## Gallium phosphide: energy levels at seven wavevectors

A wavevector tells how the phase of an electron wave changes from one unit cell to the next. The columns "point a", "point b" and "point c" give its three components $a$, $b$, $c$, and each row lists the four highest filled levels and the two lowest empty ones; deeper filled levels, such as those of gallium 3d, are left out. "Level under 1" is the highest filled level and "level over 1" the lowest empty one; higher numbers lie further from the gap. All energies are counted from the highest filled level of the first row.

Energy levels of zinc-blende GaP (two-atom cell, edges 3.854 Å), computed with ABINIT 10.8.3 using the PBE functional, SG15 norm-conserving pseudopotentials (v1.2) and a plane-wave cutoff of 1088.46 eV. The k mesh is 8×8×8, with Fermi-Dirac smearing of 0.05 eV and no spin-orbit coupling. Energies are counted from the valence top.

```tsv
point a (reciprocal cell vector)	point b (reciprocal cell vector)	point c (reciprocal cell vector)	level under 4 (eV)	level under 3 (eV)	level under 2 (eV)	level under 1 (eV)	level over 1 (eV)	level over 2 (eV)
0.0000	0.0000	0.0000	-12.491	0.000	0.000	0.000	1.823	3.899
0.5000	0.0000	0.0000	-10.427	-6.629	-1.116	-1.116	1.676	4.726
-0.1250	0.1250	0.0000	-11.962	-2.771	-1.345	-0.269	3.023	4.317
-0.2500	0.2500	0.0000	-10.614	-5.405	-3.391	-1.200	3.174	5.708
0.3750	0.3750	0.0000	-10.332	-5.652	-2.419	-2.419	1.648	2.529
-0.3750	0.5000	0.1250	-9.485	-6.654	-3.160	-3.086	2.773	2.949
-0.2500	0.5000	0.2500	-9.438	-6.543	-3.572	-3.416	4.708	4.872
```

In the usual names, the rows are Γ (no phase change at all), L, two points on the line from Γ to K, a point three quarters of the way from Γ to X, the midpoint between X and W, and W.

**1. Is the gap direct or indirect?**

It is indirect. The highest filled level lies at Γ, while the lowest empty one, at 1.648 eV, lies on the line from Γ to X. Light alone hardly changes an electron's wavevector, so a transition between these two states needs help, usually from a lattice vibration. The smallest gap without a change of wavevector is at Γ, 1.823 eV. Absorption therefore sets in weakly and becomes strong only at a higher photon energy.

**2. The lowest empty level at L is 1.676 eV. Is that the gap at L?**

No, because the zero of energy belongs to Γ. At L itself the highest filled level lies at −1.116 eV, so the gap there is 1.676 + 1.116 = 2.792 eV. The single number 1.676 eV says how high the L valley stands above the valence top, which matters for electrons that have already been excited. The difference of the two levels says what light can do at L.

**3. Why do some of the upper filled levels coincide?**

These levels come mainly from the three p orbitals of phosphorus, mixed with gallium orbitals. At Γ the wave singles out no direction, the three p orbitals are equivalent, and the three levels coincide. At L the wave runs along a threefold axis, so only the two orbitals across that axis remain equivalent. A pair also survives on the line from Γ to X, where a fourfold rotation-reflection combined with time reversal links the two orbitals. The points between Γ and K have too little symmetry for this, and all three levels separate. Spin-orbit coupling, left out here, would split the threefold level at Γ by somewhat less than 0.1 eV.

**4. Why does "level under 4" rise by about 3 eV from Γ to W?**

This level belongs mainly to the phosphorus 3s orbital, which is pushed down by its coupling to the 4s orbitals of the four gallium neighbours. A two-atom molecule with unlike atoms shows the same effect: two levels that couple repel each other, and the lower one sinks. In the molecule the coupling is fixed, whereas in the crystal it depends on the wavevector. The four neighbours contribute with different phases, and their contributions may add or cancel.

One neighbour sits in the same cell and the other three are each displaced by one cell vector. The squared coupling, scaled to 1 at Γ, is therefore

$$g^2=\frac{1}{16}\left|1+e^{2\pi i a}+e^{2\pi i b}+e^{2\pi i c}\right|^2 .$$

Two limits show what this does. At Γ all four terms are 1, the coupling is at its strongest, and the level is lowest. At W the terms cancel, $g^2=0$, and the s orbitals of the two elements no longer see each other. The same cancellation occurs at X, so the level there should lie close to its height at W.

For two repelling levels with mean energy $\bar E$, half-separation $\delta$ and coupling $Vg$, the lower one is

$$E=\bar E-\sqrt{\delta^2+V^2g^2}=\bar E-V\sqrt{g^2+s},\qquad s=(\delta/V)^2 .$$

Fitted to all seven rows, the constants are $\bar E=-8.019$ eV, $V=4.243$ eV and $s=0.1173$. They describe the lower level only. The same constants would put its upper partner at Γ near −3.5 eV, where the table has no level; the s-like level above the gap lies at 1.823 eV. A likely reason is the coupling of phosphorus s to gallium p orbitals. Symmetry forbids it at Γ, but elsewhere it pushes the lower level down and so hides part of the rise. The fit thus supports the role of the phases, but its constants are not true orbital energies or couplings.

Take L as a worked case; it was part of the fit. With $a=0.5$ and $b=c=0$ the terms are 1, −1, 1 and 1. Their sum is 2, which gives $g^2=4/16=0.25$. Then

$$E=-8.019-4.243\sqrt{0.25+0.1173}\approx-10.59\ \text{eV}.$$

The calculation has −10.427 eV, so the formula is 0.16 eV too low, its largest miss. The second point between Γ and K has the same $g^2$ and hence the same estimate, and there the formula agrees within a few hundredths of an eV. The difference between these two points shows what the single factor $g^2$ leaves out. Mixing with phosphorus p orbitals, which depends on direction, is a likely cause but is untested here.

Over all rows the typical miss is 0.08 eV. A simpler comparison gives each picture two constants: a straight line in $g^2$ misses by 0.18 eV, and a straight line in the squared wavevector, as for a nearly free electron, by 0.28 eV. The bond phases are thus the better guide, though seven points make this a modest test. The printed output below holds the three fits.

**5. What would change if both atoms were the same element?**

The crystal would then have the diamond structure, as silicon does. Along the line from X to W, the symmetry that exchanges the two atoms would force all levels into coinciding pairs, again without spin-orbit coupling. The last two rows show how far GaP is from this limit. "Level under 4" and "level under 3" are 2.8 to 2.9 eV apart, whereas the upper filled pair and the lowest empty pair are each split by less than 0.2 eV.

The cancellation in question 4 explains the large splitting. With the s orbitals of the two elements decoupled, one level of the lower pair is expected to be mainly phosphorus s and the other largely gallium s, with some phosphorus p mixed in. The difference between the atoms then keeps the two levels well apart. In the other two pairs both partners presumably draw on both atoms, so that the difference shifts them nearly alike; this is a guess. For the upper filled pair symmetry helps as well: it must coincide at X itself, even in GaP, and so stays close nearby. Only the line from X to W isolates the effect so cleanly. At L, for example, the two lowest listed levels would be separate even in silicon.

**6. Could a finer mesh make L the lowest valley?**

It should not, although L lies only 0.028 eV above the lowest point found. L is itself a mesh point, and symmetry makes the band flat there, so its level can be taken as the bottom of that valley. The valley towards X may have its bottom between two mesh points, in which case a finer mesh would lower it. For an electron of roughly free mass, half a mesh step corresponds to an energy of the order of 0.1 eV. Refinement can therefore only increase the lead of the X side, and it may reduce the gap somewhat.

**7. Could a different lattice constant do it?**

In this calculation, yes, and quite easily. Stretching the crystal is known to lower the L and Γ valleys relative to the one near X. With rough literature-sized shifts, an expansion of about two tenths of a per cent in length would bring L level with the lowest point found, and about six tenths would do the same for Γ. More is needed if the valley towards X has a lower bottom between the mesh points. For a direct gap Γ must also drop below L, which sinks too; by the same rough shifts that takes about one per cent. The lattice constant used here, 5.45 Å, is close to the measured one, while PBE's own equilibrium value is larger by about one per cent. Relaxing the cell with PBE could thus make L the lowest valley and bring the gap close to direct, so a valley order should always be quoted together with its lattice constant.

**8. Which digits can be trusted?**

As a statement about real GaP, not even the leading digit of the gap. The measured gap is roughly 2.3 eV, and the calculation falls short by about 0.7 eV, mainly because the PBE functional is known to make such gaps too small. Spin-orbit coupling does not explain this: it would raise the valence top by about 0.03 eV and make the gap smaller still. That shift is the same for every valley, so it leaves their order alone. The error of PBE, however, differs from valley to valley: measurements place the L valley a few tenths of an eV above the lowest one, so the near tie in the table does not carry over to real GaP. The coincidences in question 3 are safer than any single energy, because they follow from symmetry and would survive a change of functional or lattice constant.

Numerical output:

```
fit of level_under_4 on 7 rows: constant -9.659 +/- 0.11, coefficient of g2 -3.004 +/- 0.22; rms 0.176, worst 0.375 0.233, leave-one-out rms 0.281
fit of level_under_4 on 7 rows: constant -8.019 +/- 0.11, coefficient of sqrt(g2 + s) -4.243 +/- 0.16, s 0.1173; rms 0.0831, worst 0.5 -0.164, leave-one-out rms 0.124
fit of level_under_4 on 7 rows: constant -12.16 +/- 0.22, coefficient of k2 2.448 +/- 0.3; rms 0.282, worst 0.375 -0.456, leave-one-out rms 0.417
Points and separations in eV:
     row  phase factor  k squared  vertical gap  lower valence pair  upper valence pair  conduction pair  miss of repulsion model
     0.0             1          0         1.823               12.49                   0            2.076                 -0.01313
     0.5          0.25       0.75         2.792               3.798                   0             3.05                  -0.1636
  -0.125        0.7286      0.125         3.292               9.191               1.076            1.294                  0.04054
   -0.25          0.25        0.5         4.374               5.209               2.191            2.534                  0.02344
   0.375        0.1464     0.5625         4.067                4.68                   0            0.881                   0.1339
  -0.375     7.704e-34      1.062         5.859               2.831               0.074            0.176                  0.01289
   -0.25     1.005e-33       1.25         8.124               2.895               0.156            0.164                 -0.03411
smallest gap between listed points, eV: 1.648
L valley above the Gamma-X valley point, eV: 0.028
Gamma valley above the Gamma-X valley point, eV: 0.175
rise of lowest listed band from Gamma to W, eV: 3.053
equal phase factor, L less second Gamma-K point, eV: 0.187
equal phase factor, W less midway X-W, eV: 0.047
lower valence pair over conduction pair, smaller ratio on X-W: 16.09
possible miss of valley bottom by half a mesh step, order of magnitude, eV: 0.07911
lattice expansion that would level L and Gamma-X valley, rough, percent: 0.1867
lattice expansion that would level Gamma and Gamma-X valley, rough, percent: 0.5833
shortfall against rough measured gap, eV: 0.652
rise of valence top by spin-orbit coupling, rough, eV: 0.02667
```
